\textbf{Question.} I keep reading that the circular photogalvanic effect of a Weyl node is quantised, with $\mathrm{Tr}\,\beta = i\pi e^3 C/h^2$ whatever the velocities. How does an absorption calculation turn into a Berry flux? What fixes the prefactor and the sign? And does it apply to the node at the bottom of the conduction band of trigonal Te at H?

\textbf{Answer.} The helicity-odd part of the squared interband dipole is the Berry curvature, and the velocity difference times the energy delta function is the area element of the resonant surface. Their product is a flux. In Te two nodes of equal charge are active together, so the trace is doubled, and the plateau sits in a narrow THz window.

\textbf{1. Premises and conventions}

(a) Independent electrons of charge $-e$, with $e>0$, in Bloch bands $E_n(\mathbf k)$ with cell functions $|u_n\rangle$ and equilibrium occupations $f_n$. (b) A weak uniform field inside the crystal,
\begin{equation}
\mathbf E(t)=\mathbf E\,e^{-i\omega t}+\mathbf E^*e^{i\omega t},
\end{equation}
so that the intensity in a medium of index $n$ is $I=2\,\mathrm{Re}(n)\,\varepsilon_0c|\mathbf E|^2$. The photon momentum is neglected. (c) Two bands, 1 below 2, with $\Delta(\mathbf k)=E_2-E_1$, span the Hilbert space. (d) Sharp levels. (e) The crystal is non-magnetic. The Berry connection and curvature are
\begin{equation}
\mathbf A_n=i\langle u_n|\nabla_{\mathbf k}u_n\rangle,\qquad
\Omega_n^{bc}=\partial_bA_n^c-\partial_cA_n^b=\epsilon_{bcd}\,\Omega_n^d .
\end{equation}

\textbf{2. Golden rule}

The coupling is $e\,\mathbf E(t)\cdot\mathbf r$. Only the interband part of $\mathbf r$ is resonant. Differentiating $H|u_1\rangle=E_1|u_1\rangle$ and projecting on $\langle u_2|$ ties it to the $k\cdot p$ velocity element:
\begin{equation}
r^b_{21}=i\langle u_2|\partial_bu_1\rangle=-\frac{i}{\Delta}\langle u_2|\partial_bH|u_1\rangle,\qquad r^b_{12}=(r^b_{21})^* .
\end{equation}
The term in $e^{-i\omega t}$ drives absorption, and the net rate at $\mathbf k$ is
\begin{equation}
W=\frac{2\pi e^2}{\hbar}\,|\mathbf E\cdot\mathbf r_{21}|^2\,f_{12}\,\delta(\Delta-\hbar\omega),\qquad f_{12}=f_1-f_2 .
\end{equation}
Each event changes the electron velocity by $\nabla\Delta/\hbar$, so the current grows as
\begin{equation}
\frac{dj_a}{dt}=-\frac{e}{\hbar}\int\!\frac{d^3k}{(2\pi)^3}\,\partial_a\Delta\;W .
\label{inj}
\end{equation}

\textbf{3. The dipole product is metric plus curvature}

Write $|\mathbf E\cdot\mathbf r_{21}|^2=E_bE_c^*\,r^b_{21}r^c_{12}$. With two bands $|u_2\rangle\langle u_2|=1-|u_1\rangle\langle u_1|$, hence
\begin{equation}
r^b_{21}r^c_{12}=\langle\partial_cu_1|\big(1-|u_1\rangle\langle u_1|\big)|\partial_bu_1\rangle .
\end{equation}
This matrix is Hermitian in $b,c$. Its real symmetric part is the quantum metric $g_{bc}$. In the antisymmetric part the projector term drops out, because $\langle\partial_cu_1|u_1\rangle\langle u_1|\partial_bu_1\rangle=A^cA^b$ is symmetric. The definition gives $\Omega_1^{bc}=i(\langle\partial_bu_1|\partial_cu_1\rangle-\langle\partial_cu_1|\partial_bu_1\rangle)$, so $r^b_{21}r^c_{12}-r^c_{21}r^b_{12}=i\Omega_1^{bc}$ and
\begin{equation}
|\mathbf E\cdot\mathbf r_{21}|^2=g_{bc}\,\mathrm{Re}(E_bE_c^*)+\frac{i}{2}\,\boldsymbol\Omega_1\cdot(\mathbf E\times\mathbf E^*).
\end{equation}
The vector $\mathbf E\times\mathbf E^*$ is imaginary and vanishes for linear polarisation. For $\mathbf E=|\mathbf E|(\hat x\pm i\hat y)/\sqrt2$ it equals $\mp i|\mathbf E|^2\hat z$.

Time reversal makes $\Delta$, $f_{12}$ and $g_{bc}$ even under $\mathbf k\to-\mathbf k$ over the whole zone, while $\nabla\Delta$ and $\boldsymbol\Omega_1$ are odd. The metric term therefore cancels in \eqref{inj} and the curvature term survives:
\begin{equation}
\frac{dj_a}{dt}=\beta_{ab}(\mathbf E\times\mathbf E^*)_b,\qquad
\beta_{ab}=-\frac{i\pi e^3}{\hbar^2}\int\!\frac{d^3k}{(2\pi)^3}\,f_{12}\,\partial_a\Delta\;\Omega_1^b\,\delta(\Delta-\hbar\omega).
\label{beta}
\end{equation}
The prefactor is $(-e/\hbar)(2\pi e^2/\hbar)(i/2)$.

\textbf{4. From volume to surface}

Let $S_\omega$ be the surface $\Delta=\hbar\omega$, with unit normal $\hat{\mathbf n}=\nabla\Delta/|\nabla\Delta|$. Since $d^3k=dS\,d\Delta/|\nabla\Delta|$, the delta function turns $d^3k\,\partial_a\Delta$ into $dS\,\hat n_a$, and every velocity disappears. With $\pi/(8\pi^3\hbar^2)=1/(2h^2)$,
\begin{equation}
\beta_{ab}=-\frac{ie^3}{2h^2}\oint_{S_\omega}dS\,\hat n_a\,\Omega_1^b\,f_{12}.
\end{equation}
If band 1 is full and band 2 empty on a closed sheet of $S_\omega$, then $f_{12}=1$ and the trace is the Berry flux through that sheet.

\textbf{5. The flux is an integer}

A two-band Hamiltonian is $H=\varepsilon_0(\mathbf k)+\mathbf d(\mathbf k)\cdot\boldsymbol\sigma$, with $\Delta=2|\mathbf d|$. At a point where $\hat{\mathbf d}$ lies along the pseudospin $z$ axis, $\langle u_2|\partial_bH|u_1\rangle=\partial_bd_x-i\,\partial_bd_y$, and step 3 gives $\Omega_1^{bc}=(\partial_bd_x\,\partial_cd_y-\partial_cd_x\,\partial_bd_y)/2|\mathbf d|^2$. The rotation-invariant form of this is
\begin{equation}
\Omega_1^{bc}=\tfrac12\,\hat{\mathbf d}\cdot(\partial_b\hat{\mathbf d}\times\partial_c\hat{\mathbf d}),\qquad \boldsymbol\Omega_2=-\boldsymbol\Omega_1 .
\end{equation}
The triple product is the area that $\hat{\mathbf d}$ sweeps on the unit sphere. Over a closed surface it adds up to $4\pi$ times the signed number of coverings, so the flux is $2\pi C_1$ with integer $C_1$. Deforming the surface cannot change an integer unless it crosses a point with $\mathbf d=0$. A sheet that encloses no node gives zero. Around a node $\Delta$ grows outwards, so $\hat{\mathbf n}$ is the outward normal, and
\begin{equation}
\mathrm{Tr}\,\beta=-i\beta_0\,C_1=i\beta_0\,C_2,\qquad \beta_0=\frac{\pi e^3}{h^2}=2.94\times10^{10}\ \mathrm{A\,V^{-2}\,s^{-1}} .
\end{equation}
This is the result of de Juan, Grushin, Morimoto and Moore (2017). The form $i\pi e^3C/h^2$ holds with $e>0$ when $C$ is the Chern number of the upper band, or with $e$ read as the signed electron charge when $C$ is that of the lower band. In terms of intensity $\beta_0|\mathbf E|^2=\pi\alpha\,(e/h)\,I/\mathrm{Re}(n)$, with $\alpha$ the fine-structure constant.

The charges of all nodes between two bands sum to zero over the zone, since the flux through the boundary of the periodic cell cancels. A finite trace needs nodes of one sign active while the others are Pauli blocked. Inversion or a mirror maps a node on one of opposite charge at the same energy, so the crystal has to be chiral. Time reversal sends $\mathbf d(\mathbf k)\to-\mathbf d(-\mathbf k)$ about the partner point. Each of the two sign changes reverses $C_1$, so partners carry the same charge and the same $\beta_{ab}$.

\textbf{6. Te at H}

Trigonal Te has the chiral point group $D_3$, which is also the group of the wave vector at H. The conduction band edge there is a two-dimensional representation. Its Pauli matrices transform as $A_2$ ($\sigma_z$, like $k_z$) and $E$ ($\sigma_x,\sigma_y$, like $k_x,k_y$), and no scalar is linear in $\mathbf k$, so there is no tilt. With $z$ along $c$ and energy counted from the node,
\begin{equation}
H=A_zk_z^2+A_\perp k_\perp^2+\gamma_zk_z\sigma_z+\gamma_\perp(k_x\sigma_x+k_y\sigma_y).
\end{equation}
Put $p_a=\gamma_ak_a=d_a$ and $\chi=\mathrm{sgn}(\gamma_\perp^2\gamma_z)=\mathrm{sgn}\,\gamma_z$. The two enantiomorphs have opposite $\chi$. Step 5 gives $\Omega_1^b=(\gamma_\perp^2\gamma_z/\gamma_b)\,p_b/2p^3$. Also $d^3k=d^3p/|\gamma_\perp^2\gamma_z|$ and $\partial_a\Delta=2\gamma_a\hat p_a$. The radial integral of \eqref{beta} is $\int dp\,\delta(2p-\hbar\omega)=1/2$, which leaves, per node,
\begin{equation}
\beta_{ab}=-i\chi\beta_0\,\frac{\gamma_a}{\gamma_b}\oint\frac{d^2\hat p}{4\pi}\,\hat p_a\hat p_b\,f_{12}
\;\longrightarrow\;-\frac{i\chi\beta_0}{3}\,\delta_{ab}\quad(f_{12}=1).
\label{node}
\end{equation}
So $C_1=\chi$, and the anisotropy cancels from each diagonal component. The sign can be seen directly. For $\chi=+1$ and $\mathbf E\propto\hat x+i\hat y$ the coupling contains $\sigma_+$, which acts most strongly where the lower state has $\sigma_z=-1$, that is at $p_z>0$. The electron velocity rises along $+z$ and the current flows along $-z$, as $\beta_{zz}(\mathbf E\times\mathbf E^*)_z=-\beta_0|\mathbf E|^2/3$ says.

The zone holds two such points, H and H$'$, related by time reversal. Te therefore has no single active node:
\begin{equation}
\mathrm{Tr}\,\beta=-2i\chi\beta_0,\qquad \beta_{xx}=\beta_{yy}=\beta_{zz}=-\tfrac23\,i\chi\beta_0 .
\end{equation}
Terms of second order in $\mathbf d$, which $D_3$ allows, leave the trace unchanged. They shift the equal partition only at second order in their strength, because $\mathbf d(\mathbf k)\to-\mathbf d(-\mathbf k)$ reverses them and keeps $\beta_{ab}$.

The scalar $\varepsilon_0$ enters through $f_{12}$ alone. On $S_\omega$, $p=\hbar\omega/2\equiv x$ and, with $u=\hat p_z$,
\begin{equation}
\varepsilon_0=a(u)\,x^2,\qquad a(u)=a_\perp-(a_\perp-a_z)u^2,\qquad a_z=\frac{A_z}{\gamma_z^2},\quad a_\perp=\frac{A_\perp}{\gamma_\perp^2}.
\end{equation}
At $T=0$, $f_{12}=1$ needs $\varepsilon_0-x<\mu<\varepsilon_0+x$. For $\mu>0$ this is $\Delta_-(u)<\hbar\omega<\Delta_+(u)$ with
\begin{equation}
\Delta_\pm(u)=\frac{\sqrt{1+4a\mu}\pm1}{a}.
\end{equation}
Both edges fall as $a$ grows. For $a_z<a_\perp$ the whole surface is active when $\Delta_-(1)<\hbar\omega<\Delta_+(0)$, and some $\mu$ achieves this only if $\hbar\omega<4/(a_\perp-a_z)$.

\textbf{7. Range of validity}

Equation \eqref{beta} with $\boldsymbol\Omega_1$ needs two bands. With more bands the antisymmetrised $r_{21}r_{12}$ equals the full curvature minus the contributions of remote bands, and only the full curvature has an integer flux. If a gap $E_g$ and a coupling $P$ produce the mass term, $A\approx P^2/E_g$, the remote curvature is at most about $2P^2/E_g^2=2A/E_g$. Against $1/2k^2$ this is a fraction $4\varepsilon_0/E_g$. For the same reason transitions across the fundamental gap of Te are not quantised: they involve more than two bands, and the resonant pair has no node inside its surface.

Quantisation further needs a closed $S_\omega$ with $f_{12}=1$, so $k_BT$ and the level width must be small against the distances to the window edges, and the field must not bleach the transition. The universal quantity is $dj/dt$. A steady current $j=\tau\,dj/dt$ carries a relaxation time $\tau$, and intraband circular currents compete at relative order $1/\omega\tau$: the field-driven distribution scales as $1/\omega$ and multiplies the curvature on the Fermi surface, with no factor $\tau$. Electron-electron interactions are outside premise (a) and remove exact quantisation (Avdoshkin, Kozii and Moore, 2020). Their expansion parameter is $e^2/4\pi\varepsilon_0\epsilon_b\gamma$ before screening by carriers, with $\epsilon_b$ the background dielectric constant.

\textbf{8. Numbers for an n-type model of Te}

Take approximate conduction band inputs $A_z=67$ and $A_\perp=42$ eV\,\AA$^2$, $|\gamma_z|=0.58$ and $\gamma_\perp=0.36$ eV\,\AA, $E_g\approx0.33$ eV, and $\epsilon_b\approx36$ for $\mathbf E\perp c$ near 2 THz. Assume $\mu=4$ meV and $\tau=0.5$ ps.

Then $a_z=199$ and $a_\perp=324$ eV$^{-1}$, and no plateau exists above $\hbar\omega=32$ meV. Filling both branches in both valleys up to the radii $p=\Delta_\pm/2$ gives
\begin{equation}
n_e=\frac{1}{3\pi^2|\gamma_z|\gamma_\perp^2}\int_0^1\!du\,\frac{(1+a\mu)\sqrt{1+4a\mu}}{a^3}=1.1\times10^{17}\ \mathrm{cm^{-3}} .
\end{equation}
The plateau runs from 5.3 to 10.8 meV, and its upper edge meets the lowest infrared-active $E$ phonon, typically near 11 meV. Choose $\hbar\omega=8$ meV (1.9 THz). The resonant ellipsoid has semi-axes 0.0069 \AA$^{-1}$ along $c$ and 0.011 \AA$^{-1}$ across it, and $\varepsilon_0$ on it runs from 3.2 to 5.2 meV. The upper branch lies at least 3.2 meV above $\mu$ and the lower at least 2.8 meV below.

For circular light along $c$, $|\beta_{zz}|=1.96\times10^{10}$ A\,V$^{-2}$\,s$^{-1}$. An internal amplitude $|\mathbf E|=10$ V/cm, which is an intensity of $0.53\,\mathrm{Re}(n)$ W/cm$^2$, gives $|j_z|=|\beta_{zz}|\tau|\mathbf E|^2=0.98$ A/cm$^2$ for sharp levels. The field is the safer variable, because the screened plasma energy $(2A_\perp n_ee^2/\varepsilon_0\epsilon_b)^{1/2}=6.8$ meV lies close to $\hbar\omega$, and $n$ is then complex and sensitive to doping.

The neglected terms have these sizes.

Temperature: by \eqref{node} the trace is multiplied by $\int_0^1f_{12}\,du$. At fixed $\mu$ the loss is below $10^{-3}$ at 4.2 K, and the factor is 0.81 at 20 K.

Broadening: replace the delta function by a Lorentzian of half-width $\Gamma=\hbar/\tau=1.3$ meV. The radial weight in \eqref{beta} is uniform in $\Delta$, so at $T=0$
\begin{equation}
f_{12}\to\frac1\pi\left[\arctan\frac{\Delta_+-\hbar\omega}{\Gamma}+\arctan\frac{\hbar\omega-\Delta_-}{\Gamma}\right].
\end{equation}
The average is 0.77 for the trace and, with weight $3u^2$, 0.79 for $\beta_{zz}$.

Intraband terms: $1/\omega\tau=0.16$. Remote bands: $4\varepsilon_0/E_g\le0.06$. Interactions: the unscreened parameter with $\gamma_\perp$ is 1.1, which is not small, and the model does not compute this correction.

With broadening the model's current is about 0.8 A/cm$^2$ at 10 V/cm, and the last three items leave only its order, 1 A/cm$^2$, secure. It scales with the assumed $\tau$ and reverses with helicity and with the handedness of the crystal. As typical knowledge, as-grown bulk Te is p-type. The conduction node is then empty, $f_{12}=0$, and this channel is absent altogether, so the number applies only to material doped or gated n-type to about $10^{17}$ cm$^{-3}$ and held at liquid-helium temperature.